In this ladder of methods for Al₂, one good number does not vouch for the next. LDA has the right bond length and frequency, but a well much deeper than that of CCSD(T). MP2 comes close to the CCSD(T) binding energy while lacking about a quarter of the correlation energy. Hartree-Fock, the worst row, lacks a correlation energy that deepens the well and pulls the bond in, and its low frequency follows from the long bond.

Al₂, computed with the in-house axial X2C program (version 2) using the spin-free X2C Hamiltonian, the dyall-v3z basis and Gaussian nuclei. MP2 and coupled cluster correlate only the six valence electrons, and D_e has no counterpoise correction. Measured values (NIST WebBook) are r_e 2.466 Å and ω_e 350.01 cm⁻¹.

| method | exact exchange, long range (%) | r_e, spin-free (Å) | ω_e, spin-free (cm⁻¹) | D_e, spin-free (eV) |
| --- | --- | --- | --- | --- |
| LDA | 0 | 2.466 | 348 | 1.95 |
| PBE0 | 25 | 2.483 | 347 | 1.48 |
| HF | 100 | 2.545 | 314 | 0.43 |
| CCSD | n/a | 2.494 | 343 | 1.12 |
| CCSD(T) | n/a | 2.488 | 349 | 1.31 |
| MP2 | n/a | 2.468 | 367 | 1.27 |

Here r_e is the position of the minimum, ω_e the harmonic wavenumber of the main isotope, and D_e the depth of the well below two atoms, each in its lowest single determinant. All rows hold the same valence configuration, σg²σu²πu² with two parallel π spins, which is the ³Σg⁻ state, whose symmetry one high-spin determinant can hold. The measured constants belong to this state, so r_e and ω_e are compared like with like. The ground state of Al₂ is known to be ³Πu, slightly lower and with a longer bond, so no row describes it. D_e is judged against CCSD(T), which is an internal yardstick and no more.

One test is used throughout. ω_e measures the curvature of the energy curve at that method's own minimum, and the curvature of a bond rises steeply inward. A frequency can therefore be wrong because the curve has the wrong shape or because the minimum sits in the wrong place. Reading every curve at one common distance, here the CCSD(T) minimum of 2.488 Å, separates the two. No model was fitted: each computed curve was only smoothed by a polynomial through seven points, which reproduces the tabulated ω_e to about half a wavenumber, and the printed output follows this text.

## LDA and PBE0

LDA matches the measured r_e to the last digit and ω_e within 2 1/cm, yet its D_e is 0.64 eV above CCSD(T), half as much again. Overbinding is the standard fault of the local approximation. It underestimates exchange most where the density varies fastest, and separated atoms have more such tail region than the molecule, so the atoms are penalised. A good geometry says nothing on this, since r_e and ω_e depend on the curve near its minimum while D_e depends on the atoms.

The common-distance test needs care here, because its verdict depends on the yardstick. At the CCSD(T) minimum the LDA curvature corresponds to 334 1/cm against 349, so the LDA curve is the softest in the table. At the measured bond length, however, LDA gives 348, close to the measured 350, while CCSD(T) gives 363. Near the minimum the measurement thus sides with LDA, and no compensation is visible. Two constants cannot decide whether this agreement is more than luck, and it does not carry over to D_e.

LDA also carries a visible warning about the state. The empty pσ level lies only 0.17 eV above the filled π level near the minimum, crosses it at about 2.64 Å and is 0.31 eV below it at the longest distance computed. On the stretched side the determinant thus leaves a lower level empty, which signals a competing state with an electron moved from π to σ, as in ³Πu. PBE0 and HF show no crossing at any computed distance, and the correlated rows build on the same HF determinant. These open gaps are still no proof that the rows hold the lowest state, because exact exchange raises empty levels by construction, the determinant was chosen at PBE0 level for every method, and the search over occupations was not exhaustive. The data makers do caution in general that an empty level may lie below a filled one, but that rests on their tests on other systems. The runs used here recorded no such warning, not even for LDA, where the listed levels do cross.

PBE0 removes most of the overbinding and ends 0.17 eV above CCSD(T), with a bond 0.017 Å longer than measured. The residual excess cannot be charged to the functional with confidence, since a triple-zeta CCSD(T) value is not converged in the basis. Nor do the first three rows form a pure trend in exact exchange, for they differ in correlation as well. Per ten per cent of exact exchange, ω_e falls by 0.4 1/cm from LDA to PBE0 but by 4.4 from PBE0 to HF, which has no correlation at all.

## Hartree-Fock

HF is too long by 0.079 Å, too soft by 36 1/cm against measurement, and binds with a third of the CCSD(T) energy. At the common distance, however, its curvature gives 349 1/cm, the same as CCSD(T). The numbers thus show that the low frequency is wholly a consequence of the long bond. They also show that the CCSD(T) correlation energy is almost a straight line in R near the minimum, since it adds slope but no curvature.

Counting electron pairs gives a plausible reason for the sign of that slope. Two atoms with three valence electrons each have six pairs in total, while six electrons in one molecule have fifteen. The nine additional pairs join electrons from different atoms, and their correlation fades as the atoms part. The correlation energy is therefore more negative in the molecule than in the atoms, by 0.893 eV at CCSD(T) level near the minimum, and it weakens with stretching. Some of this gain may be basis superposition, which was not corrected.

The weakening holds for the distances computed and need not continue. At 3.11 Å the HF curve has already climbed back to the energy of the two atoms and is still rising. This is the known failure of a determinant whose π electrons sit in shared orbitals: it keeps some ionic Al⁺Al⁻ character however far the atoms part. Further out, correlation has to remove that character and is expected to grow again.

This is the reverse of the familiar case. In a closed-shell molecule such as N₂ all bonding levels are filled, correlation must populate antibonding orbitals, and HF bonds come out too short and too stiff. Al₂ is electron-poor: the nominally antibonding σu level is filled, while a pσ level of bonding type is empty. Excitations from the one to the other should strengthen the bond, so that the lengthening effect of correlation is weaker and the gain from the additional pairs can prevail. In line with this, the largest double-excitation amplitude in CCSD falls steadily as the bond is stretched over the computed range, although the output does not say which orbitals it joins. This is an argument and not a test, since the pair count alone would give the wrong sign for N₂, and the table shows the long HF bond for one state only.

The size of the contraction can be estimated without parameters, taking the HF determinant as the common reference. Write E = E_HF + E_corr, let k be the HF curvature at the HF minimum, and let s be the slope of E_corr there. At a displacement Δr the total slope is kΔr + s, which vanishes at Δr = −s/k. For CCSD(T) this gives −0.311/4.91 = −0.063 Å, with s in eV/Å and k in eV/Å², against −0.057 Å from the table.

The estimate overshoots in all three correlated rows, by 9% for CCSD, 11% for CCSD(T) and 19% for MP2, relative to the tabulated shifts. The main reason is that the wall stiffens inward, so a constant k is too small, and the error grows with the size of the shift. Both s and k come from the same curves as r_e. The estimate is therefore book-keeping that locates the error in the slope, and it does not test why the slope has that value.

## CCSD and CCSD(T)

CCSD recovers most of the HF deficit but still lies 0.19 eV below CCSD(T) in D_e. The triples correction is 0.256 eV in the molecule and only 0.063 eV in the two atoms together. An atom with three correlated electrons offers few connected triple excitations, whereas six electrons with low empty levels offer many. The omission is therefore one-sided, and about three quarters of the molecular part goes into D_e.

CCSD(T) matches ω_e within 1 1/cm but is 0.022 Å too long, and the two facts do not sit comfortably together. At the measured bond length its curvature corresponds to 363 1/cm. A correction that only tilted the curve inward would repair r_e and spoil ω_e, so the frequency match is not independent support for the row. The likely sources of the long bond are the frozen inner shells and the triple-zeta basis, both of which usually lengthen such bonds, but neither was tested here.

The coupled-cluster amplitudes give a further warning. Near the minimum the T1 diagnostic, a measure of how far the orbitals must relax from the reference, is about 0.05, and the largest double-excitation amplitude is about 0.15. Both are large for a single-reference treatment and point to appreciable near-degeneracy. The perturbative triples are then less secure than usual, and second-order theory is less secure still.

## MP2

MP2 gives a D_e only 0.04 eV below CCSD(T), and the split into parts shows how. It lacks 0.913 eV of the CCSD(T) correlation in the molecule and 0.874 eV in the atoms, two large errors whose difference is small. Slow convergence of the perturbation series is standard for atoms like aluminium, where the 3s² pair mixes strongly with the nearby 3p² configuration and second order captures only part of that mixing.

The cancellation does not hold along the curve. The share of the CCSD(T) correlation that MP2 recovers drops from 76.8% at the shortest common distance to 74.0% at the longest, and it is 69.5% in the separate atoms. Losing ground with stretching makes the MP2 slope 1.45 times that of CCSD(T), which pulls the bond too far in. Part of the cause may be the growing spin contamination of the HF reference, whose ⟨S²⟩ drifts further above the ideal triplet value as the bond lengthens, but the numbers do not separate this from the neglect of higher orders.

The steep slope explains both the good r_e and the bad ω_e. MP2 is 0.020 Å shorter than CCSD(T) in the same basis and with the same frozen core, so its agreement with measurement offsets one error against whatever makes CCSD(T) long. Of its 18 1/cm excess over CCSD(T), only 5 remain at the common distance, and the other 13 come from the shorter bond.

## Spin-orbit coupling

Switching on spin-orbit coupling changes D_e by less than 1 meV in every row and leaves r_e and ω_e unchanged on the scale of the errors above. For the molecule this is as theory argues, because a Σ state has no axial orbital momentum and hence no first-order splitting. The atoms are different, since the ²P₁/₂ level lies below the centre of the multiplet, and a rough recalled splitting implies a cut in D_e of about 0.02 eV. That exceeds the rounding of D_e, 0.005 eV, and does not appear, probably because a single collinear determinant does not form the pure J = 1/2 state. The fault is small for aluminium, but atomic splittings grow steeply with nuclear charge, so in the indium and thallium dimers the spin-orbit lowering of the atoms would be a leading term in D_e and would have to be described properly.

Numerical output:

```
Rounding of table: r_e 0.0005 A, omega_e 0.5 1/cm, D_e 0.005 eV
method: r_e - measured (A, %), omega_e - measured (1/cm, %), D_e - CCSD(T) (eV), ratio
LDA      +0.000 +0.0%  -2 -0.6%  +0.64 1.49
PBE0     +0.017 +0.7%  -3 -0.9%  +0.17 1.13
HF       +0.079 +3.2%  -36 -10.3%  -0.88 0.33
CCSD     +0.028 +1.1%  -7 -2.0%  -0.19 0.85
CCSD(T)  +0.022 +0.9%  -1 -0.3%  +0.00 1.00
MP2      +0.002 +0.1%  +17 +4.9%  -0.04 0.97
steps: change of r_e (A), omega_e (1/cm), D_e (eV)
HF to MP2: -0.077 +53 +0.84
HF to CCSD: -0.051 +29 +0.69
CCSD to CCSD(T): -0.006 +6 +0.19
CCSD(T) to MP2: -0.020 +18 -0.04
LDA to PBE0, per 10% exact exchange: +0.0068 -0.4 -0.188
PBE0 to HF, per 10% exact exchange: +0.0083 -4.4 -0.140
curves: minimum (A); curvature as 1/cm at own minimum, at 2.466 A, at 2.488 A; last - CCSD(T)
LDA      2.466 348 348 334 -15
PBE0     2.483 347 358 344 -5
HF       2.545 314 362 349 -0
CCSD     2.494 343 362 347 -2
CCSD(T)  2.488 349 363 349 +0
MP2      2.468 368 369 354 +5
largest mismatch of curves with table: 0.0004 A, 0.5 1/cm
correlation energy (eV): molecule at 2.49 A, two atoms, gain; missing vs CCSD(T): molecule, atoms
MP2      -2.849 -1.995 0.854; 0.913 0.874
CCSD     -3.506 -2.807 0.700; 0.256 0.063
CCSD(T)  -3.763 -2.870 0.893; 0.000 0.000
MP2 share of CCSD(T) correlation: 2.27 A 76.8%, 2.49 A 75.7%, 2.78 A 74.0%, atoms 69.5%
at HF minimum, k = 4.91 eV/A^2: slope of Ecorr (eV/A), shift estimate, table shift (A), excess
MP2      0.451 -0.092 -0.077 +19%
CCSD     0.273 -0.056 -0.051 +9%
CCSD(T)  0.311 -0.063 -0.057 +11%
slope ratio MP2/CCSD(T): 1.45
empty minus filled level (eV) at 2.49, 2.58, 2.66, 3.11 A
LDA   +0.17 +0.06 -0.02 -0.31
PBE0  +1.73 +1.61 +1.50 +1.14
HF    +6.02 +5.86 +5.72 +5.17
LDA levels cross near 2.64 A (linear interpolation)
D_e two-component less spin-free (meV): LDA -0.8, PBE0 -0.7, HF +0.3, CCSD +0.2, CCSD(T) +0.1, MP2 +0.4
atomic J=1/2 lowering, two atoms, rough recalled size: 0.02 eV
```
